Q: These ten calculations treat the same ZnSe crystal, with every atom in the same place. Yet the band gap, the energy needed to lift an electron from the filled levels to the empty ones, nearly doubles between the lowest row and the highest. What decides the order?

GPAW 26.7.0, plane-wave PAW DFT for zinc-blende ZnSe at a fixed cubic lattice constant of 5.668 Å, with a 600 eV cutoff, a 7 × 7 × 7 k mesh and Fermi-Dirac smearing of 0.05 eV. Gaps are taken along a path through special k points and include spin-orbit coupling, added after the self-consistent calculation.

| functional | potentials | gap on path (eV) | direct gap on path (eV) |
| --- | --- | --- | --- |
| PBE | GPAW-PAW-data-sets-(gpaw-data-1.2.1) | 1.165 | 1.165 |
| revPBE | GPAW-PAW-data-sets-(gpaw-data-1.2.1) | 1.288 | 1.288 |
| BLYP | PAW-data-sets-made-by gpaw-setup-for-the-functional | 1.111 | 1.111 |
| BP86 | PAW-data-sets-made-by gpaw-setup-for-the-functional | 1.108 | 1.108 |
| M06-L | GPAW-PAW-data-sets-(gpaw-data-1.2.1) | 1.481 | 1.481 |
| PBEint | PAW-data-sets-made-by gpaw-setup-for-the-functional | 1.134 | 1.134 |
| PW91 | PAW-data-sets-made-by gpaw-setup-for-the-functional | 1.123 | 1.123 |
| mBEEF | GPAW-PAW-data-sets-(gpaw-data-1.2.1) | 1.915 | 1.915 |
| revTPSS | GPAW-PAW-data-sets-(gpaw-data-1.2.1) | 1.330 | 1.330 |
| vdW-DF2 | GPAW-PAW-data-sets-(gpaw-data-1.2.1) | 1.043 | 1.043 |

A: First see which differences are real choices. The functional is the approximation for exchange and correlation, the part of the electrons' interaction that has to be modelled. The column "potentials" names the source of the atomic data sets, which replace the inner electrons. "Gap on path" and "direct gap on path" agree in every row, so the highest filled and the lowest empty level lie at the same crystal momentum, and one number per row describes the gap.

The three widest gaps belong to mBEEF, M06-L and revTPSS. These are meta-GGAs, which look at the kinetic-energy density of the orbitals as well as at the electron density. The other seven don't use that ingredient. This is a pattern but not yet a cause, so tell me what you would have blamed.

Q: Pressure. The same runs give a pressure for nine of the functionals, and a positive value means that the cell would like to expand. Compressing ZnSe widens its gap, by roughly 0.07 eV per GPa if I recall the measured coefficient correctly. A functional that wants a larger cell is being squeezed here, so it should show a wider gap.

A: Work it out for PBE and revPBE.

Q: The pressure is 2.09 GPa with PBE and 3.85 GPa with revPBE. My estimate is therefore

$$\Delta E_{\text{gap}} \approx 0.07 \times (3.85 - 2.09) \approx 0.12\ \text{eV}.$$

The table has $1.288 - 1.165 = 0.123$ eV. The coefficient was not adjusted to either row, so I found that convincing.

A: Now take BP86 and BLYP. BLYP has the higher pressure by 3.0 GPa, so your formula predicts a gap wider by 0.21 eV. The two gaps differ by 0.003 eV, which is too little even to rank them. From PBE to mBEEF the pressure falls and your formula predicts a slightly narrower gap, but the table has one wider by 0.75 eV.

Q: So why did it work so well for the first pair?

A: Because one change had two consequences. revPBE differs from PBE in a single constant of the exchange energy, and that constant alters both the preferred cell and the potential in which the electrons move. In that pair the gap and the pressure rise together, but neither drives the other. BP86 and BLYP share their exchange part and differ in correlation, and there the pressure moves while the gap stays put.

The error in the argument is one of principle. Picture the gap as a curve against volume, with a separate curve for each functional. Your coefficient is the slope along one curve, where the atoms really move. The table compares different curves at one volume, and the pressure only tells you which way each functional would go if you released the cell.

Q: Then let me try chemistry. Zinc has a filled 3d shell not far below the top of the valence band. Some of those 3d levels mix with the selenium 4p levels and push them upwards, which narrows the gap. If mBEEF places the 3d shell deeper, the push weakens, the valence top sinks and the gap opens.

A: The mechanism is sound physics, and for one pair of rows we can test it. The levels at the zone centre are available for BLYP and mBEEF, before spin-orbit coupling is added. I measure them from the valence top, because the absolute zero of energy in such a calculation has no meaning of its own. The 3d levels that can mix with 4p lie 6.60 eV below the valence top in BLYP and 6.63 eV in mBEEF, while the gap grows by 0.80 eV.

For a fixed strength of mixing, the push varies roughly as one over the energy separation. The separation changes by about half a percent, so even a push of a whole electronvolt would change by only about 0.01 eV. A deeper 3d shell therefore doesn't explain the wider gap of mBEEF relative to BLYP. The mixing strength itself could differ between the two, and these levels don't measure it.

Q: That leaves the kinetic-energy density. How can an extra ingredient in the energy open a gap?

A: By letting the functional treat different orbitals differently. In a GGA, exchange and correlation reach every orbital $\psi_i$ through the same potential, a single function of position. A meta-GGA also depends on

$$\tau = \tfrac12 \sum_i |\nabla \psi_i|^2,$$

where the sum runs over the filled orbitals. This quantity is large where the orbitals vary steeply. In atomic units, varying the energy with respect to an orbital then gives an additional term in its equation,

$$-\tfrac12 \nabla\cdot\left(v_\tau \nabla\psi_i\right), \qquad v_\tau = \frac{\partial e_{xc}}{\partial \tau},$$

with $e_{xc}$ the exchange-correlation energy per volume. To first order it shifts the level by $\tfrac12\int v_\tau |\nabla\psi_i|^2\,d^3r$. The shift depends on how steep that particular orbital is, and on where.

Q: It looks like a kinetic energy with a changed mass.

A: That is a good way to see it, and an electron in a one-dimensional box shows the effect. In a box of length $L$ the two lowest levels are separated by $3\pi^2/(2L^2)$, and all of that is kinetic energy. Multiply the kinetic term by $1+c$ and the separation grows by the same factor. The upper state has one more node and is steeper, so it pays more than the lower one.

In ZnSe the lowest empty state is antibonding, with a node between zinc and selenium, while the valence top is mainly bonding, apart from the 3d admixture you described. If $v_\tau$ is positive in the bond region, the empty state should be raised more than the filled one. The comparison with the box ends there. In the crystal $v_\tau$ varies from place to place and can be negative, and the ordinary potential changes with the functional too, so the box explains why levels can move apart but not by how much.

Q: Does this have anything to do with the famous gap problem of density-functional theory?

A: Yes. The true gap compares removing an electron with adding one. In exact theory the common potential jumps by a constant when an electron is added, and the gap between the orbital levels leaves that jump out. A GGA has one smooth potential and gives no such jump in a solid. The orbital-dependent term of a meta-GGA can bring part of it into the level spacing.

Q: Can we see this selective action in the levels?

A: We can see that the empty levels don't move as a block. Going from BLYP to mBEEF, the lowest empty level at the zone centre rises by 0.80 eV relative to the valence top. The next one, a threefold group of mainly p character, rises by 0.52 eV. Unequal shifts are what an orbital-dependent term would produce, but a changed ordinary potential could produce them as well, and these two rows also take their atomic data sets from different sources. To isolate the part due to $\tau$ we would need the shift that $v_\tau$ causes in each level, and we don't have it.

Q: Then how firmly does the table support your explanation?

A: It shows that these three meta-GGAs have the widest gaps of the ten. The ten are themselves a selection, because runs that failed or met a known fault of the program were left out, so other meta-GGAs needn't follow the pattern. Nor does the table show that the $\tau$ term is the cause, and it gives no reliable size for the effect. The simplest model gives all meta-GGAs one common step above the rest. A least-squares fit to all ten rows puts that step at 0.44 eV, yet the three meta-GGAs differ among themselves by 0.59 eV. mBEEF was part of the fit and still lies 0.34 eV above its fitted value. The mere presence of $\tau$ therefore doesn't fix how wide the gap will be. And $\tau$ says nothing about the order of the other seven, whose gaps still spread over 0.245 eV.

The lower edge of the group is also soft. revTPSS exceeds revPBE by only 0.04 eV. PBE and PW91, which are close relatives, differ by the same amount, and their data sets come from different sources. I wouldn't build an argument on the order of revTPSS and revPBE.

Q: Could the data sets have produced the whole pattern?

A: Their source alone can't have, because PBE and the three meta-GGAs all use the distributed collection. Against PBE the gap is wider by 0.17 eV in revTPSS, 0.32 eV in M06-L and 0.75 eV in mBEEF. One weakness remains: that collection has no sets made for meta-GGAs, so their inner electrons come from another functional. A repeat with matched sets would show how much of the increase that mismatch accounts for.

Q: Suppose I am given an eleventh functional for this same crystal. How would I guess where it falls?

A: Ask first whether it contains $\tau$. If it doesn't, and has no exact exchange either, these rows suggest only a gap in or near the range of the other seven, 1.04 to 1.29 eV. That range is no limit, because some GGAs were designed to widen gaps and can be expected to lie above it. If it does contain $\tau$, look at how its exchange energy responds when $\tau$ grows. Exchange energy is negative, so a functional that weakens exchange as $\tau$ rises has a positive $v_\tau$ from that part, and I would expect a gap wider than that of PBE. The more strongly exchange responds, the wider I would expect the gap to be. Theory suggests this ordering if all else stays equal, and I haven't checked that it reproduces the sequence revTPSS, M06-L, mBEEF.

Q: I also have to advise a plant that makes ZnSe windows. Can they take the absorption edge from the best of these rows?

A: No. The measured gap is roughly 2.8 eV at low temperature, as I recall it, and somewhat smaller in a warm window. The atoms in these runs don't vibrate, so the low-temperature value is the fairer comparison, and against it mBEEF is about 0.9 eV short and vdW-DF2 about 1.8 eV. With the PBE gap the window would absorb all visible light, whereas real ZnSe passes most of it. Spin-orbit coupling lowers every gap here by 0.13 to 0.14 eV. It raises the valence top by about a third of the splitting there, so that splitting is near 0.4 eV, which agrees with the measured value for ZnSe. The makers of these data found splittings that were too wide in tests on other systems, but the runs here carry no such warning. Even leaving the coupling out altogether would recover only a small part of the shortfall. For the edge itself they need a measurement at the working temperature, or a method such as a hybrid functional or $GW$ that has been checked on this material.

Q: And if they let each functional choose its own cell first?

A: Then your pressure coefficient finally has its proper use, because the atoms move while the functional stays the same. The revPBE gap would fall by roughly 0.3 eV and the revTPSS gap by less than 0.05 eV. Their near tie would probably open up in favour of revTPSS. Whoever compares gaps from relaxed cells should therefore state the volumes too, since part of the difference will come from the lattice and part from the functional.
